## The naive picture

Strontium oxide is built of Sr²⁺ and O²⁻ ions, and each oxide ion has a full 2p shell. The simplest guess for its upper filled band is therefore a single smooth hump of six electrons, low at both ends and high in the middle. Two sizes are worth remembering when testing that guess. The band is about 2 eV wide, and spin-orbit coupling splits its top by only about 0.06 eV.

Density of states of rocksalt SrO (a = 5.195 Å, two atoms per cell), calculated with Ansatz 0.2.0 using PBE, plane-wave PAW and spin-orbit coupling, a 420 eV cutoff and an 8×8×8 k mesh. Tetrahedron values are averaged over 0.2 eV bins, with energies counted from the Fermi level at mid-gap. Orbital parts are Löwdin projections summed over sites.

| energy (eV) | density of states total (states/eV/cell) | DOS O 2p j1.5 (states/eV/cell) | DOS O 2p j0.5 (states/eV/cell) | DOS Sr 5s j0.5 (states/eV/cell) |
| --- | --- | --- | --- | --- |
| -4.75 | 0 | 0 | 0 | 0 |
| -4.55 | 0 | 0 | 0 | 0 |
| -4.35 | 0 | 0 | 0 | 0 |
| -4.15 | 0 | 0 | 0 | 0 |
| -3.95 | 0 | 0 | 0 | 0 |
| -3.75 | 0.02 | 0.01 | 0.01 | 0.01 |
| -3.55 | 0.48 | 0.24 | 0.12 | 0.1 |
| -3.35 | 1.2 | 0.61 | 0.32 | 0.2 |
| -3.15 | 2.44 | 1.3 | 0.66 | 0.33 |
| -2.95 | 2.38 | 1.31 | 0.65 | 0.26 |
| -2.75 | 2.03 | 1.15 | 0.6 | 0.15 |
| -2.55 | 5.07 | 3.12 | 1.52 | 0.07 |
| -2.35 | 5.36 | 3.38 | 1.55 | 0.04 |
| -2.15 | 6.61 | 3.85 | 2.24 | 0.02 |
| -1.95 | 3.73 | 2.33 | 1.17 | 0.01 |
| -1.75 | 0.67 | 0.54 | 0.1 | 0 |
| -1.55 | 0 | 0 | 0 | 0 |
| -1.35 | 0 | 0 | 0 | 0 |
| -1.15 | 0 | 0 | 0 | 0 |
| -0.95 | 0 | 0 | 0 | 0 |
| -0.75 | 0 | 0 | 0 | 0 |
| -0.55 | 0 | 0 | 0 | 0 |
| -0.35 | 0 | 0 | 0 | 0 |
| -0.15 | 0 | 0 | 0 | 0 |
| 0.05 | 0 | 0 | 0 | 0 |
| 0.25 | 0 | 0 | 0 | 0 |
| 0.45 | 0 | 0 | 0 | 0 |
| 0.65 | 0 | 0 | 0 | 0 |
| 0.85 | 0 | 0 | 0 | 0 |
| 1.05 | 0 | 0 | 0 | 0 |
| 1.25 | 0 | 0 | 0 | 0 |
| 1.45 | 0 | 0 | 0 | 0 |
| 1.65 | 0 | 0 | 0 | 0 |
| 1.85 | 0.05 | 0 | 0 | 0 |
| 2.05 | 0.18 | 0 | 0 | 0 |
| 2.25 | 0.26 | 0 | 0 | 0 |
| 2.45 | 0.33 | 0.01 | 0 | 0.01 |
| 2.65 | 0.42 | 0.01 | 0 | 0.03 |
| 2.85 | 0.52 | 0.01 | 0.01 | 0.04 |
| 3.05 | 0.63 | 0.02 | 0.01 | 0.06 |

The total density of states counts the levels per eV in one cell, which holds one Sr and one O atom. The other columns give the parts that resemble given atomic orbitals, with j the combined orbital and spin angular momentum. Energies are counted from the middle of the gap. PBE makes the gap of such an oxide too small, so only distances inside the filled band are used here.

## Where the hump breaks

Going up in energy, the density stops growing at -3.15 eV and sags to 2.03 states/eV at -2.75 eV. One row higher it is 5.07. A smooth hump of the same width and electron number is almost flat there. It lies about 1.6 too high just below the jump and 1.5 too low just above it.

The largest break is at -2.15 eV, where the calculation exceeds the smooth hump by 3.5 states/eV, more than half of the computed value. The band thus has a thin lower part and a crowded upper part. The rows up to -2.75 eV hold 1.7 of the six electrons, a little less than one pair.

## Why one pair stands apart

A hydroxide ion, OH⁻, shows the principle with a single bond. The hydrogen 1s orbital overlaps with the oxygen 2p orbital that points along the bond, and the two 2p orbitals across the bond are left alone. One electron pair is lowered and two pairs stay together.

In the crystal, the wave vector $\mathbf k$ takes over the role of the bond direction. It fixes how the phase of a state changes from ion to ion. A Sr 5s orbital has oxygen neighbours on opposite sides at distance $d$, and a 2p orbital shows it opposite signs from those two sides. Adding the two overlaps gives couplings to the three 2p orbitals in the proportions

$$(\sin k_x d,\ \sin k_y d,\ \sin k_z d).$$

This is a single direction. The 2p combination along it mixes with Sr 5s and is pushed down, while the two combinations across it do not couple to that orbital at all. With two spins this makes one lowered pair and four other states.

At $\mathbf k=0$ all three sines vanish, and nothing is pushed down in this way. At the zone-boundary point L all three equal one, and there the calculated levels show the lowest pair 1.0 eV below the other four. Halfway to another zone-boundary point, X, only one of them equals one, so the push should be weaker. Indeed, the lowest pair falls by 1.2 eV from $\mathbf k=0$ to this halfway point, but by 2.0 eV to L. Its distance to the other four states is still about 1.1 eV at the halfway point, because those four hardly move on the way there, whereas they fall clearly on the way to L. Here the comparison with OH⁻ ends: a molecule has one fixed lowering, whereas the crystal runs through all values between none and the largest and so forms a band.

## What the Sr 5s column adds

The Sr 5s column fits this picture. Its share of the total is 11 % at -2.95 eV and 1.4 % at -2.55 eV, so the jump in density is also a change of orbital character. Of all Sr 5s weight in the filled band, 88 % lies below the jump.

Three cautions apply to the cause. The Sr 5s orbital is diffuse and also picks up density that belongs to oxygen, so its share is no measure of charge on strontium. Direct overlap between neighbouring oxide ions lowers the same 2p combination at L, and the table cannot tell how much of the 1 eV comes from each route. Finally, the other four states do not stay in place: from $\mathbf k=0$ to L they fall by 1.1 eV, which the Sr 5s orbital cannot cause. The empty Sr 4d shell is expected to help push them down, because symmetry lets it mix with them at L but not at $\mathbf k=0$.

## A two-hump estimate

The density near the edge of a band in three dimensions grows as the square root of the distance from the edge. A semi-ellipse has this property at both ends:

$$D(E)=\frac{2N}{\pi h}\sqrt{1-\left(\frac{E-E_0}{h}\right)^2}.$$

Here $N$ is the number of electrons, $h$ the half-width and $E_0$ the centre. One hump gets the lowest pair and the other gets the remaining four electrons. Their edges are taken from the levels of the same run, as far as these are listed (20 of 29 distinct wave vectors).

Take the row at -2.55 eV. The four-electron hump has a half-width of 0.54 eV, and the row lies 0.36 eV from its centre:

$$\frac{2\cdot 4}{\pi\cdot 0.54}\sqrt{1-\left(\frac{0.36}{0.54}\right)^2}\approx 3.5.$$

The pair's hump has a half-width of 1.02 eV and is near its maximum here, which adds $2\cdot 2/(\pi\cdot 1.02)\approx 1.2$. The sum is 4.7 states/eV, 7 % below the computed 5.07.

The place of the jump is built into this estimate through the edges; its height follows from the electron counts and the widths of the humps. The model gives a step of 2.7 where the calculation has 3.0, and the single hump gives practically none. The printed analysis below compares both models with all eleven rows of the band.

## Where the estimate fails

Two humps are still a rough sketch. Their typical miss is about 1.0 states/eV, against 1.7 for one hump and an average height of 2.7 in these rows. At -1.75 eV the model predicts 2.8, four times the computed 0.67. At -3.15 eV it gives less than half of the computed value.

Both misses point the same way: the real states sit lower than symmetrical humps would put them. In the listed levels, the states of the top row belong to wave vectors close to zero or on the lines from there towards the zone-boundary point X, and these fill only a small part of the whole range. At most other wave vectors the upper states lie lower, and the lowest pair has already been pulled down.

## A second break, in the top row

Without spin-orbit coupling, the cubic symmetry of the crystal would make the O 2p part with j = 3/2 exactly twice the part with j = 1/2 at every energy. Over the whole band the ratio is indeed 2.0, and it stays close to that on both sides of the jump. The jump is therefore not a spin-orbit effect.

In the top row, however, the ratio is 5.4. Spin-orbit coupling places the four j = 3/2 states highest at $\mathbf k=0$. Away from that point the two kinds mix, but on the lines to X and L symmetry keeps the O 2p part of the highest pair purely j = 3/2. The top row catches more of this pair than of the pairs below it, which carry the j = 1/2 part.

The ratio also dips to 1.7 at -2.15 eV and is 2.2 one row lower. Some shortage of j = 3/2 has to appear below the top row, because the whole band keeps the ratio 2.0. The bins are wider than the splitting, and no finer mesh of wave vectors was tried, so it stays open why the shortage falls in the row at -2.15 eV and why it is larger than the excess in the top row.

## Carrying the idea over

For another rocksalt oxide whose metal ion has an empty s shell above the oxygen band and no occupied d states near that band, the same counting suggests a thin lower part with at most two electrons and a denser upper part with the rest. Shorter distances strengthen the overlaps and should stretch the lower part. That is an argument from symmetry and overlap, which a table for one oxide does not test.

Output of the analysis:

```
electrons in the filled band: 5.998
electrons in the rows from -3.75 to -2.75 eV: 1.71
computed step from -2.75 to -2.55 eV, states/eV/cell: 3.04
the same step in the one-hump model, states/eV/cell: -0.03703
the same step in the two-hump model, states/eV/cell: 2.736
rms miss of the one-hump model in the band, states/eV/cell: 1.678
rms miss of the two-hump model in the band, states/eV/cell: 0.9646
computed less one-hump model at -2.75 eV, states/eV/cell: -1.589
computed less one-hump model at -2.55 eV, states/eV/cell: 1.488
computed less one-hump model at -2.15 eV, states/eV/cell: 3.538
two-hump model in the rows from -3.75 to -1.75 eV, states/eV/cell: 0.2054, 0.7446, 0.9916, 1.136, 1.215, 1.961, 4.697, 5.629, 5.685, 4.957, 2.78
Sr 5s share of the total at -2.95 eV, percent: 10.92
Sr 5s share of the total at -2.55 eV, percent: 1.381
part of the band's Sr 5s weight that lies in the rows up to -2.75 eV, percent: 88.24
O 2p ratio j 3/2 to j 1/2 over the whole band: 1.996
O 2p ratio j 3/2 to j 1/2 at -2.75 eV: 1.917
O 2p ratio j 3/2 to j 1/2 at -2.55 eV: 2.053
O 2p ratio j 3/2 to j 1/2 at -2.15 eV: 1.719
O 2p ratio j 3/2 to j 1/2 at -1.75 eV: 5.4
width of the filled band from the levels, eV: 2.106
spin-orbit splitting at Gamma, eV: 0.06
separation of the lowest pair from the other four bands at L, eV: 1.025
```
